**Notes: screening length and gradient coefficient from the domain onset in Pt/PbTiO₃/Pt**

**Model.** The film fills $|z|<l/2$, is short-circuited, and is clamped in compression, so $P\parallel z$. I assume a continuous transition. The energy density is $\tfrac12AP^2+\tfrac12g(\partial_xP)^2$ with $A=(T-T_0)/\varepsilon_0C$. Each electrode is a capacitance $\varepsilon_0/\lambda$ per area. For $P\propto\cos kx$ and background permittivity $\varepsilon_b=0$, $\varepsilon_z=1/[\varepsilon_0(A+gk^2)]$. A marginal mode needs $\varepsilon_z<0$. Then $\nabla\cdot\mathbf D=0$ gives $\varphi\propto\sin qz$ with $q^2=\varepsilon_ak^2/|\varepsilon_z|$, where $\varepsilon_a$ is the in-plane permittivity. The condition $\varphi=\lambda D_z/\varepsilon_0$ at $z=l/2$ gives
$$\tan(ql/2)=|\varepsilon_z|q\lambda .$$
The first mode to go soft has $x=ql/2<\pi/2$, with
$$k^2=\frac{2x\tan x}{\varepsilon_a\lambda l},\qquad A_c=-\frac{2\lambda}{\varepsilon_0l}f,\qquad f=x\cot x+s\,x\tan x,\qquad s=\frac{\varepsilon_0g}{\varepsilon_a\lambda^2}.$$
Cooling selects the minimum of $f$. At small $k$, $A_c=-2\lambda/\varepsilon_0l+(\varepsilon_a\lambda^2/3\varepsilon_0-g)k^2$. The uniform state therefore needs
$$\lambda<\lambda_c=\sqrt{3\varepsilon_0g/\varepsilon_a}\quad(s>\tfrac13),$$
at any thickness. This is the Chensky–Tarasenko criterion. It also suffices: since $\tan x=\cot x-2\cot2x$, the $x^{2n}$ coefficient of $f$ is a positive number times $s(4^n-1)-1$. For $s<1/3$, $f'=0$ gives $s=\rho\cot^2x$ with $\rho=(2x-\sin2x)/(2x+\sin2x)$.

**Data**, made for the exercise:

| $l$ (nm) | $T_c$ (K) | onset period $\Lambda=2\pi/k$ (nm) |
|---|---|---|
| 20.0 | 893 ± 2 | 16.0 ± 0.4 |
| 40.0 | 948 ± 2 | not given |

Inputs: $C=1.5\times10^5$ K (typical) and $\varepsilon_a=200$ (assumed). Unknowns: $T_0$, $\lambda$, $g$.

**Inversion.** Since $x$ depends only on $s$, $T_c=T_0-2CB/l$ with $B=\lambda f$. The 55 K difference gives $B=7.333$ pm and $T_0=1003\pm4$ K. The period gives $K=\varepsilon_ak^2l/2=x\tan x/\lambda=0.3084$ pm⁻¹. In the product $\lambda$ cancels:
$$BK=x^2(1+\rho)=\frac{4x^3}{2x+\sin2x}=2.262 .$$
The root is $x=1.203$ (fourth digits are guard digits). Then $\lambda=x\tan x/K=10.1$ pm, $s=0.084$, $g=s\varepsilon_a\lambda^2/\varepsilon_0=1.9\times10^{-10}$ J m³ C⁻², and $\lambda_c=5.1$ pm. As a free test, $\Lambda\propto\sqrt l$ predicts 23 nm for the thicker film.

**Uniqueness.** The derivative of $BK$ has the sign of $4x+3\sin2x-2x\cos2x>0$, so $BK$ rises from 0 to $\pi^2/2$. One solution exists below that limit and none above it. Without the period, any $\lambda\ge B$ fits with a suitable $g$. Had the film gone uniform, I would get $\lambda=B$ and only the bound $g>\varepsilon_aB^2/3\varepsilon_0$.

**Errors.** Differentiating at the root,
$$\delta\ln\lambda=1.64\,\delta\ln B+0.64\,\delta\ln K,\qquad\delta\ln(g/\varepsilon_a)=1.51\,\delta\ln B-0.49\,\delta\ln K .$$
The data fix $B$ to 5.1 % and $K$ to 5.0 %. In quadrature that is 9 % on $\lambda$, 8 % on $g$ and 6 % on $\lambda/\lambda_c=1/\sqrt{3s}$. The inputs enter through $B\propto1/C$ and $K\propto\varepsilon_a$, so $\lambda\propto\varepsilon_a^{0.64}$ and $g\propto\varepsilon_a^{0.51}$ locally. As $x\to\pi/2$ the sensitivity of $\lambda$ diverges, so this route only suits short screening lengths.

**Neglected terms**, for the 20 nm film, where $|\varepsilon_z|=l\tan x/(2\lambda x)=2.1\times10^3$:

- Background permittivity. It replaces $|\varepsilon_z|$ by $|\varepsilon_z|+\varepsilon_b$ in $-(A+gk^2)=1/\varepsilon_0|\varepsilon_z|$, and the criterion becomes $\lambda/(1+2\varepsilon_b\lambda/l)<\lambda_c$. As a lower estimate I take the compiled high-frequency constant 6.25 (He 2017). Then $\varepsilon_b/|\varepsilon_z|=0.003$ and $2\varepsilon_b\lambda/l=0.006$, both negligible.
- Gradient terms in $\partial_zP_z$ and in $P_x$. For coefficients comparable to $g$ their relative order is $\varepsilon_a/|\varepsilon_z|=0.09$. This rivals the data error, so two figures is the limit.
- Drift of $\varepsilon_a$. A Curie–Weiss law with the same $C$ moves it by 7 % over 55 K. Because $\partial\ln B/\partial\ln\varepsilon_a=-\rho/(1+\rho)=-0.36$ at fixed $\lambda$ and $g$, $B$ is biased by about 3 %.

**Result**, the model's and not the material's: $\lambda=10\pm1$ pm, $g=(1.9\pm0.2)\times10^{-10}$ J m³ C⁻², $\lambda/\lambda_c=2.0\pm0.1$. The data were chosen to land on typical magnitudes for this interface and crystal, $\lambda\sim10$ pm and $g\sim10^{-10}$ J m³ C⁻², so that match tests nothing. For this stack $\lambda$ would have to halve before the transition became single-domain, and a thicker film would not help.